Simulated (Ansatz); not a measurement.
**A family of molecules: the HOMO–LUMO gap**

All atoms of one element are swapped for its congeners: CH2F2 (difluoromethane) `FCF`; CH2Cl2 (dichloromethane) `ClCCl`; CH2Br2 (dibromomethane) `BrCBr`; CH2I2 (diiodomethane) `ICI`. All are singlets with charge 0.

Shapes, held fixed at every level: PBE0-D4/def2-TZVP. Programs: Ansatz 0.2.0. Values in eV.

Task: How should the HOMO–LUMO gap change along the series?

Result: At wB97X-V/def2-TZVPP the HOMO–LUMO gap falls at every step, from 16.15 to 9.82 eV. Every level shows the same order. For atoms past krypton def2 sets carry core potentials with scalar relativity. Relativity is left out for Br unless named. Orbital gaps aren't excitation energies, and the LUMO depends on the basis.

| level | CH2F2 | CH2Cl2 | CH2Br2 | CH2I2 |
| --- | --- | --- | --- | --- |
| SPW92/def2-TZVPP | 8.95 | 6.06 | 4.93 | 3.54 |
| r2SCAN-D4/def2-TZVPP | 10.26 | 6.70 | 5.46 | 3.96 |
| B3LYP-D4/def2-TZVPP | 11.03 | 8.14 | 6.68 | 5.04 |
| BHLYP-D4/def2-TZVPP | 14.06 | 11.12 | 9.35 | 7.36 |
| PBE0-D4/def2-TZVPP | 11.66 | 8.69 | 7.22 | 5.51 |
| wB97M-V/def2-TZVPP | 15.60 | 13.12 | 11.49 | 9.56 |
| wB97X-V/def2-TZVPP | 16.15 | 13.48 | 11.79 | 9.82 |

The gap narrows from fluorine to iodine because both frontier levels move towards each other. The halogen np lone pairs that dominate the HOMO in the heavier members rise as electronegativity falls, while the C–X σ* orbital drops as the bonds lengthen and overlap weakens. At every level the largest step is from CH2F2 to CH2Cl2. Fluorine's lone pairs lie so deep that the HOMO of CH2F2 has substantial C–H character, and its low-lying virtual orbitals are probably less purely C–X antibonding. The smallest step is always from chlorine to bromine, in keeping with the poor shielding by bromine's filled 3d shell, which keeps its valence p electrons relatively tightly bound.

The ordering is therefore robust, but the size of the gap is not: for CH2I2 it runs from 3.54 to 9.82 eV, probably mainly because the functionals treat exchange differently. Spin–orbit coupling, which splits the iodine lone-pair levels, would be expected to narrow the CH2I2 gap somewhat further and so reinforce the trend.
